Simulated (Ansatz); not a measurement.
Ligand exchange: Ge(CH3)4 + CH2ClI → Ge(CH3)3Cl + C2H5I

Species: Ge(CH3)4 (tetramethylgermane), singlet; CH2ClI (chloroiodomethane) `ClCI`, singlet; Ge(CH3)3Cl, singlet; C2H5I (iodoethane) `CCI`, singlet. The partners trade CH3 for Cl: Ge–CH3 and C–Cl bonds give way to Ge–Cl and C–CH3.

Shapes, held fixed at every level: PBE0-D4/def2-TZVP. Programs: Ansatz 0.2.0. Electronic energies: no zero-point or thermal term.

| level | kind | ΔE (kJ/mol) | less CCSD(T)/def2-TZVPP |
| --- | --- | --- | --- |
| HF/def2-SVP | Hartree–Fock | -183.2 | -35.1 |
| HF/def2-TZVPP | Hartree–Fock | -171.7 | -23.6 |
| PBE-D4/def2-TZVPP | GGA | -142.6 | +5.5 |
| r2SCAN-D4/def2-TZVPP | meta-GGA | -151.9 | -3.8 |
| PBE0-D4/def2-TZVPP | global hybrid | -150.2 | -2.1 |
| MP2/def2-SVP | perturbation theory | -164.7 | -16.6 |
| CCSD(T)/def2-TZVPP | coupled cluster or CI | -148.1 | 0.0 |

The highest level, CCSD(T)/def2-TZVPP, gives ΔE = -148.1 kJ/mol; the levels span -183.2 to -142.6. The column of differences is taken from that level and isn't an error. No measured value is set beside it here. For atoms past krypton def2 sets carry core potentials with scalar relativity. Relativity is left out for Ge. Outer-core shells of Ge, I are correlated in most correlated rows, in sets that cover them unevenly.

The exchange is strongly exothermic at every level, with coupled cluster giving -148.1 kJ/mol. The main driving force is probably the pairing of electropositive germanium with chlorine: the polar Ge–Cl bond is much stronger than the Ge–CH3 bond it replaces, while the C–Cl bond gives way to a C–C bond of broadly similar strength. Relief of the repulsion between chlorine and iodine on the same carbon may add a little.

Hartree–Fock exaggerates the energy release, and correlation lowers it in both basis sets, so correlation stabilises the reactants more than the products. The close contact of two polarisable halogens in chloroiodomethane may contribute to this. Enlarging the basis also makes the Hartree–Fock value less negative, so the gap between MP2/def2-SVP and coupled cluster can't be put down to perturbation theory alone. The three density functionals fall on both sides of the coupled-cluster value and leave the thermochemical picture unchanged. This driving force says nothing about the barrier, and unactivated Ge–C bonds are typically slow to react.
